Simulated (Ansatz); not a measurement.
## How methods differ on BH3 (SMILES [H]B([H])[H])

The species is BH3 (4 atoms), meant as a singlet with charge 0. SMILES: `[H]B([H])[H]`. The shape is that of a GFN2-xTB optimisation.

```xyz
4

B     0.0001    0.0000   -0.0014
H     1.1639   -0.0303    0.0153
H    -0.5553    1.0234   -0.0186
H    -0.6086   -0.9931    0.0048
```

Quantity: the vertical electron affinity (to the doublet anion), in eV. The values are calculated.

The electron affinity is E(neutral) − E(anion): positive where the electron is bound.

```
                               level                    kind  program  value (eV)  less CCSDT/6-31G*
     HF/6-31G* (spherical functions)            Hartree–Fock   Ansatz       -1.74              -0.33
  SVWN5/6-31G* (spherical functions)                     LDA   Ansatz       -0.89              +0.52
 revPBE/6-31G* (spherical functions)                     GGA   Ansatz       -0.97              +0.44
 r2SCAN/6-31G* (spherical functions)                meta-GGA   Ansatz       -0.78              +0.63
  B3LYP/6-31G* (spherical functions)           global hybrid   Ansatz       -1.08              +0.33
wB97M-V/6-31G* (spherical functions)  range-separated hybrid   Ansatz       -1.25              +0.16
 B2PLYP/6-31G* (spherical functions)           double hybrid   Ansatz       -1.28              +0.13
  CCSDT/6-31G* (spherical functions)   coupled cluster or CI   Ansatz       -1.41               0.00
                           FCI/3-21G      exact in the basis   Ansatz       -1.30              +0.11
```

CCSDT/6-31G* (spherical functions) is the highest level here, not the true value. The values span -1.74 to -0.78 eV. High-level rows in very small sets aren't better than simpler rows in larger ones. Negative values mean that the anion is unbound at that level; they are set by how diffuse the basis is and aren't properties of the molecule.

Every level places the vertical anion above neutral BH3, whereas the real molecule is known to bind an extra electron, though only barely. The likely cause is the lack of diffuse functions: the added electron enters the empty out-of-plane boron 2p orbital, which must expand considerably once occupied, and a compact basis squeezes it and raises its energy. Geometry is probably a minor factor, since the anion, isoelectronic with the methyl radical, stays close to planar.

Hartree–Fock alone falls below the coupled-cluster value, probably because it omits the correlation between the added electron and the B–H bonding pairs. All the density functionals lie above it, the three semilocal ones furthest and B2PLYP closest, at -1.28 eV against -1.41 eV. This ordering describes the response to an artificially confined electron, so the close agreement of B2PLYP and wB97M-V with coupled cluster doesn't show that they would describe the true, weakly bound anion equally well.
